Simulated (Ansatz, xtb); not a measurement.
Two isomers of C4H7P

Structure X: `CCCC#P`, a singlet. Structure Y: `CC(C)C#P`, a singlet. Both are isolated molecules in the gas phase, relaxed with B3LYP-D3(BJ)/def2-SVP; each stands in its lowest conformer found.

X (Å):

```xyz
12

C    -0.0219   -0.1418   -1.4472
C     1.2938    0.5517   -1.1047
C     1.1451    1.6661   -0.0463
C     0.6933    1.1851    1.2579
P     0.2160    0.6363    2.6268
H     0.1288   -0.9288   -2.2024
H    -0.7567    0.5747   -1.8509
H    -0.4671   -0.6087   -0.5548
H     2.0259   -0.1867   -0.7372
H     1.7307    1.0039   -2.0111
H     0.4336    2.4303   -0.4128
H     2.1119    2.1863    0.0824
```

Y (Å):

```xyz
12

C    -1.0181   -2.0600   -1.3724
C     0.0685   -0.9681   -1.4015
C     0.8727   -1.0006   -2.7153
C     0.9549   -1.0753   -0.2380
P     1.9015   -1.2199    0.9809
H    -1.6047   -2.0121   -0.4433
H    -1.7037   -1.9373   -2.2258
H    -0.5602   -3.0594   -1.4363
H    -0.4353    0.0157   -1.3347
H     0.1990   -0.8712   -3.5771
H     1.6277   -0.2011   -2.7388
H     1.3930   -1.9651   -2.8234
```

Quicker runs give these differences E(Y) − E(X): GFN2-xTB −0.94 kcal/mol; HF/STO-3G −0.04 kcal/mol (at GFN2-xTB geometries); r2SCAN-D4/def2-SVP −0.47 kcal/mol (at GFN2-xTB geometries).

**Question.** Estimate E(Y) − E(X) at the level CCSD(T)/def2-SVP + ΔMP2/def2-TZVPP.

**Answer.** Calculated at CCSD(T)/def2-SVP + ΔMP2/def2-TZVPP: E(Y) − E(X) = −1.25 kcal/mol, so structure Y lies lower.

How the difference moves with the method:

| level | geometry | E(Y) − E(X) (kcal/mol) | departure from the last row (kcal/mol) | job, with rough time for the two |
| --- | --- | --- | --- | --- |
| GFN2-xTB | GFN2-xTB | −0.94 | +0.31 | optimisation, 0.092 s |
| HF/STO-3G | GFN2-xTB | −0.04 | +1.20 | single point, 0.32 s |
| r2SCAN-D4/def2-SVP | GFN2-xTB | −0.47 | +0.77 | single point, 3.7 s |
| B3LYP-D3(BJ)/def2-SVP | B3LYP-D3(BJ)/def2-SVP | −0.20 | +1.05 | optimisation, 24 s |
| HF/def2-SVP | B3LYP-D3(BJ)/def2-SVP | −0.40 | +0.85 | part of the CCSD(T) run |
| MP2/def2-SVP | B3LYP-D3(BJ)/def2-SVP | −1.43 | −0.19 | part of the CCSD(T) run |
| CCSD(T)/def2-SVP | B3LYP-D3(BJ)/def2-SVP | −1.09 | +0.15 | single point |
| CCSD(T)/def2-SVP + ΔMP2/def2-TZVPP | B3LYP-D3(BJ)/def2-SVP | −1.25 |  | single point, 27 s |

As drawn, both hold the same kinds of bond in the same numbers. Structure X has 1 methyl group, Y 2.

HF/STO-3G, r2SCAN-D4/def2-SVP, B3LYP-D3(BJ)/def2-SVP, HF/def2-SVP find them nearly level. The largest departure from CCSD(T)/def2-SVP + ΔMP2/def2-TZVPP is that of HF/STO-3G, 1.20 kcal/mol. The last row adds to CCSD(T) the change of the MP2 difference between the two basis sets, here −0.15 kcal/mol.

With harmonic frequencies from B3LYP-D3(BJ)/def2-SVP (ideal gas, rigid rotor, one conformer each, 298.15 K, 1 atm): the zero-point term adds −0.25 kcal/mol; ΔH is −1.43 and ΔG −1.35 kcal/mol.

The correlated steps freeze 9 core orbitals. Mirror images aren't counted in ΔG. Codes used: Ansatz 0.2.0, xtb 6.7.1; the last row on 2 threads of Arm Neoverse V2 on a shared host.

Branching next to the C≡P group is favoured, but only slightly: the isopropyl compound lies 1.25 kcal/mol below the n-propyl one, and no level reverses that order. Since the bond types match, the preference must come from subtler effects. The branched skeleton has one more pair of carbons attached to a common atom, and electron correlation between such geminal groups is a familiar source of stabilisation in branched alkanes. The numbers fit this: in the same basis and at the same geometries, the difference grows from −0.40 kcal/mol with Hartree–Fock to −1.09 with CCSD(T), while MP2 somewhat overshoots. B3LYP probably misses part of this medium-range correlation despite its dispersion term. The linear isomer is folded into a gauche arrangement, which brings its methyl end towards the triple bond, but any attraction gained there doesn't overturn the preference for branching. The energy difference says nothing about resistance to oligomerisation, the usual fate of lightly shielded phosphaalkynes, which depends on barriers and steric protection of the triple bond.
